**Examination question: breaks in the potential through a Mo₃Pt₄ slab**

The table gives the electrostatic potential energy U of an electron, averaged over planes parallel to the surface, at height z through a relaxed seven-layer slab cut from MoPt₂ (PBEsol with spin-orbit coupling). The slab is metallic, so U is counted from the Fermi level. Each layer holds one atom per cell. From the lower face to the centre the layers are Mo at 7.65 Å, Pt at 8.75 Å, Pt at 10.28 Å and Mo at 11.63 Å, and the upper half is their mirror image.

Ansatz 0.2.0, plane-wave PAW calculation with PBEsol and spin-orbit coupling for a relaxed seven-layer Mo₃Pt₄ slab, with a 420 eV cutoff, a 13 × 9 × 1 k mesh, Gaussian smearing of 0.1 eV and a dipole correction. The potential energy is the planar mean of the smooth electrostatic part, counted from the Fermi level.

| height (Å) | potential energy of an electron from the Fermi level (valence top where gapped) (eV) |
| --- | --- |
| 2.91 | 4.040 |
| 3.49 | 4.040 |
| 4.07 | 4.030 |
| 4.65 | 4.000 |
| 5.23 | 3.890 |
| 5.82 | 3.470 |
| 6.40 | 1.910 |
| 6.98 | -4.870 |
| 7.56 | -14.890 |
| 8.14 | -16.970 |
| 8.72 | -16.310 |
| 9.30 | -9.470 |
| 9.89 | -11.490 |
| 10.47 | -14.780 |
| 11.05 | -12.160 |
| 11.63 | -15.490 |
| 12.21 | -12.160 |
| 12.79 | -14.780 |
| 13.38 | -11.490 |
| 13.96 | -9.470 |
| 14.54 | -16.310 |
| 15.12 | -16.970 |
| 15.70 | -14.890 |
| 16.28 | -4.870 |
| 16.87 | 1.910 |
| 17.45 | 3.470 |
| 18.03 | 3.890 |
| 18.61 | 4.000 |
| 19.19 | 4.030 |
| 19.77 | 4.040 |
| 20.36 | 4.040 |

The simple picture of such a profile is a flat vacuum level, an exponential edge and a regular ripple with one minimum per layer.

(a) Derive the decay constant of the edge and find where the exponential law ends.

(b) Set up a smooth model of the interior, then find and size the rows that break it.

(c) Decide whether the breaks come from the difference between Mo and Pt or from the positions of the layers.

(d) State what remains unexplained, and what a more densely packed face would show.

**Model answer**

*(a) The edge.* The two halves of the table agree row by row, as the mirror geometry demands, so only the 16 rows up to the centre are independent. The end rows match the work function of the same calculation, W = 4.04 eV on both faces, and the dipole correction has no step to remove. It helps to work with the deficit D = W − U, the depth below vacuum. With n_e and n_ion the planar densities of electrons and of smooth ion charge, Poisson's equation and the decay of a state bound by W give

D″ = (e²/ε₀)(n_e − n_ion),

n_e ∝ exp(λz), hence D ∝ exp(λz) outside the ions,

λ = 2√(W/(ħ²/2m)) = 2√(4.04/3.8) = 2.06 Å⁻¹.

A fit of ln D to the four rows from 4.65 to 6.40 Å gives λ = 2.26 Å⁻¹, about 10 % above the estimate. The two deepest of these rows carry most of the weight and fix both constants. The real check is therefore the outer rows, and these, with one further row outside the fit, agree within the rounding of the table. Theory supplies two corrections of opposite sign: deeper states and motion along the surface steepen the decay, while the exchange-correlation attraction and the deficit D itself lower the barrier near the surface and soften it. The table fixes only their net effect.

The law first fails at 6.98 Å, where D exceeds the extrapolated 7.93 eV by 0.98 eV, or 12 %. By Poisson's equation an excess of upward curvature means more electron density than the outer tail continued inward. A plausible reading is that the more tightly bound Mo d and semicore electrons, which decay too fast to matter further out, are met here. The sign follows from the numbers as long as the smooth ion charge is not negative there, which a smoothed core does not guarantee; the assignment to orbitals is argued.

One row further in the break reverses and is ten times larger. At 7.56 Å the exponential demands 29.5 eV and the table has 18.9 eV. This row lies almost on the Mo layer, where the smeared ion charge outweighs the electrons, so D″ changes sign and the edge bends over into a well.

*(b) The smooth interior.* A layer that is neutral and symmetric makes neither a field nor a step far away, so its potential is a local well, and the wells add:

U(z) = W − Σⱼ a · sech²((z − zⱼ)/w).

Here zⱼ is the height of layer j, a the depth and w the width of its well; the sech² form is chosen only for its rounded core and exponential flanks. The smooth reference has identical wells on evenly spaced layers between the two outer Mo layers, fitted by least squares to all 16 independent rows. It misses them by 1.80 eV rms. All fits and residuals are in the output that follows this text.

The misfit is concentrated in a pair of rows of opposite sign. The row at 8.14 Å lies 4.58 eV below the smooth model, and the row at 9.30 Å lies 4.60 eV above it. The first is the deepest row of the half slab although it falls between two layers, where the ripple should rise. The second is the shallowest interior row although the even ladder puts it inside a well. The rows next to the pair deviate by less than half as much, too deep on the surface side of 9.30 Å and too shallow on the inner side, and the rows nearest the centre hardly deviate.

*(c) The cause.* A negative and a positive residual of equal size on either side of one layer are what a displaced well leaves behind, whereas a wrong depth gives one sign on both sides. The gaps from the surface inward are 1.09, 1.54 and 1.35 Å. Measured against the even ladder, almost all of this unevenness is the outer Pt layer standing closer to the surface Mo. Its well deepens the short gap outside it and is withdrawn from the wide Pt–Pt gap inside it.

The size follows from slope times shift. That layer sits 8.98 − 8.75 = 0.23 Å from its place on the ladder. A sech² well is steepest at 0.77 a/w, which is about 18 eV/Å for the fitted wells. The product, about 4 eV, is an upper limit for either flank, and the shift accounts for most of the two breaks. A layer shift of a few tenths of an ångström is thus worth several electronvolts in a planar potential.

The fits separate the two causes. Moving identical wells to the actual layers, with no further constant, lowers the rms misfit from 1.80 to 0.41 eV. Giving Mo and Pt separate depths and widths on the even ladder costs two more constants, reaches only 1.34 eV and spoils the edge. Actual positions with separate wells give 0.27 eV. Within this model, position is therefore the main cause and the species a small correction.

The row at 8.14 Å, which was part of that last fit, is worked with its constants (Mo: a = 17.09 eV, w = 0.76 Å; Pt: a = 16.25 eV, w = 0.71 Å):

- Mo, 0.49 Å away: 17.09 · sech²(0.49/0.76) = 17.09 · 0.677 = 11.6 eV
- Pt, 0.61 Å away: 16.25 · sech²(0.61/0.71) = 16.25 · 0.516 = 8.4 eV
- next Pt: 0.1 eV
- U = 4.04 − (11.6 + 8.4 + 0.1) ≈ −16.1 eV, against −16.97 eV in the table
- same Pt well on the even ladder, 0.84 Å away: 16.25 · 0.314 = 5.1 eV, which is 3.3 eV less

A point in the short gap thus collects more than half the depth of each of two wells, and the sum matches or beats a single well at its centre. The row at 11.05 Å serves as a control, since it also lies between a Mo and a Pt layer, but in the wider inner gap. It is a hump, 4.81 eV above the row at 8.14 Å. The same pair of elements gives a hump or a trough according to the gap.

The uneven spacing itself has a plausible cause. The cell edges, in a ratio close to √2, mark this as an open face of the fcc(110) type, where electrons smooth out the corrugation and the under-coordinated outer atoms are drawn inward, with short and long gaps tending to alternate. The outer Mo–Pt gap is 19 % shorter than the inner one, and the slab has shrunk from 8.26 Å as cut to 6 × 1.326 = 7.96 Å. How much of the wide Pt–Pt gap is relaxation and how much belongs to the stacking of the bulk crystal is untested, and seven layers do not guarantee a bulk-like centre.

*(d) The remainder.* The best model still leaves the row at 8.14 Å too shallow by 0.82 eV. Rounding of the layer positions cannot explain it: one misplaced layer can shift a row by about 0.2 eV, and the two layers beside this row together by about twice that. The other interior residuals are no larger than this. With Gaussian wells the overall fit is about as good and the worst row moves to the edge, while at 8.14 Å the fitted wells add up to slightly more than the table's deficit instead of less. The residual there changes sign with the chosen shape, so it is no evidence for charge rearranged in the compressed Mo–Pt bond. What remains open is the true shape of a layer's well, which these coarse rows do not fix.

Two equal sech² wells merge into one minimum when their gap falls below twice the distance to the inflection point, 1.3 w, here about 1.0 Å. The outer gap is just above that, and the model keeps a hump only 0.3 eV above the Mo-side minimum. Since the hump is smaller than the residual there and the rows are 0.58 Å apart, a merged well and a faintly double one both fit. On a close-packed face of the fcc(111) type the layers would stand about 2.3 Å apart (the longer cell edge, 3.93 Å, divided by √3) and would be expected to relax little. By the same criterion its wells would be far from merging, the minima would sit on the layers, and the even ladder should work much better.

**Remarks on the reasoning**

It would be an error to read the deepest row as the site of the more attractive element. The depths of a smooth PAW potential depend on how the cores are smoothed and on how many electrons are treated as valence, and a and w trade against each other in the fit. Another PAW data set could move the interior values by electronvolts while the plateau should barely change. Credit goes to the argument from the signs of the residuals, which needs only that the wells are local and steep.

The coarse sampling can hide extrema but it keeps the area of the wells. The rows give a vacuum level 7.30 eV above the cell average, and the calculation's own average gives 7.29 eV. In the model, moving a well carries depth from one of its flanks to the other without changing the total, which is why the two large breaks nearly cancel.

The change of sign of U between 6.40 and 6.98 Å is not where a Fermi electron turns back, because the curve leaves out the exchange-correlation potential. The run warns that this potential is rough in thin density; it reaches the curve only through the density, and the outer rows follow the exponential within rounding. A work function should be read from the plateau, which is reached within 0.01 eV only more than 3.5 Å outside the Mo layer. The value holds for this unreconstructed slab of composition Mo₃Pt₄ with zero moment, and crediting it to the Mo termination would need a Pt-terminated slab beside it.

Numerical output:

```
step c/40 = 0.5816 A; mirror mismatch 0.000 eV; rounding 0.005 eV; end row minus W -0.0036 eV
layers Mo Pt Pt Mo (A): [ 7.65  8.75 10.28 11.63]  evenly spaced: [ 7.65  8.98 10.31 11.63]
gaps 1.09 1.54 1.35 A, mean 1.326; outer vs inner Mo-Pt gap -19 %
tail decay: fit 2.258 1/A, theory 2.060 1/A, ratio 1.096; factor per step 3.72
binding energy implied by fit 4.86 eV, +0.81 eV from W
Poisson at 6.40 A: density 0.060 e/A^3, 0.29 e per cell further out
height, deficit W-U, exponential, difference (eV), ratio to row before; * fitted
  4.07   0.014   0.011   +0.002 -
  4.65   0.044   0.041   +0.002 - *
  5.23   0.154   0.154   -0.001 3.52 *
  5.82   0.574   0.574   -0.000 3.73 *
  6.40   2.134   2.134   +0.000 3.72 *
  6.98   8.914   7.934   +0.980 4.18
  7.56  18.934  29.501  -10.568 2.12
well sums, 16 independent rows: depth (eV), width (A) [Mo, Pt]; rms; worst row
even, common: [16.64  0.72] rms 1.80 eV, worst 9.30 A +4.60 eV
even, Mo/Pt: [18.67  0.83 15.35  0.64] rms 1.34 eV, worst 8.14 A -3.60 eV
actual, common: [16.71  0.72] rms 0.41 eV, worst 8.14 A -1.02 eV
actual, Mo/Pt: [17.09  0.76 16.25  0.71] rms 0.27 eV, worst 8.14 A -0.82 eV
actual, Mo/Pt, Gaussian: [17.77  0.8  17.46  0.75] rms 0.29 eV, worst 6.40 A -0.66 eV
height, U, A to nearest layer; table-model (eV): even common, even Mo/Pt, actual common, actual Mo/Pt
  5.82    3.47  1.84  -0.16  +0.28  -0.14  -0.01
  6.40    1.91  1.26  -0.16  +1.13  -0.08  +0.31
  6.98   -4.87  0.67  -0.95  +1.40  -0.66  +0.03
  7.56  -14.89  0.09  -1.29  +0.24  -0.13  +0.04
  8.14  -16.97  0.49  -4.58  -3.60  -1.02  -0.82
  8.72  -16.31  0.02  -1.72  -1.87  +0.36  +0.35
  9.30   -9.47  0.56  +4.60  +2.56  +0.90  +0.31
  9.89  -11.49  0.40  +1.83  -0.59  +0.33  -0.21
 10.47  -14.78  0.19  +0.58  +0.24  -0.05  -0.12
 11.05  -12.16  0.58  +0.23  +0.87  -0.10  +0.16
 11.63  -15.49  0.00  +0.39  +1.09  +0.27  +0.31
site rounding 0.012 A x steepest model slope 19.3 eV/A = 0.22 eV
row 8.14: wells of layers 1-4 give [11.6  8.4  0.1  0. ] eV, table deficit 21.01
row 9.30: wells of layers 1-4 give [0.9 9.2 3.6 0.2] eV, table deficit 13.51
row 11.05: wells of layers 1-4 give [ 0.   0.1  5.9 10. ] eV, table deficit 16.20
model U at mid-gap of gaps 1-3 (eV): [-16.16  -8.63 -12.1 ]
model extrema A(eV): 7.86(-16.4) 8.16(-16.1) 8.59(-17.0) 9.53(-8.6) 10.33(-15.1) 10.94(-12.1) 11.63(-15.8)
interior rows: mean -13.84, range 7.50 eV; deepest row vs centre row -1.48 eV
row 9.30 minus row 11.05: +2.69 eV; row 8.14 minus row 11.05: -4.81 eV
vacuum minus cell mean (eV): run 7.287, rows 7.299, wells 7.305
```
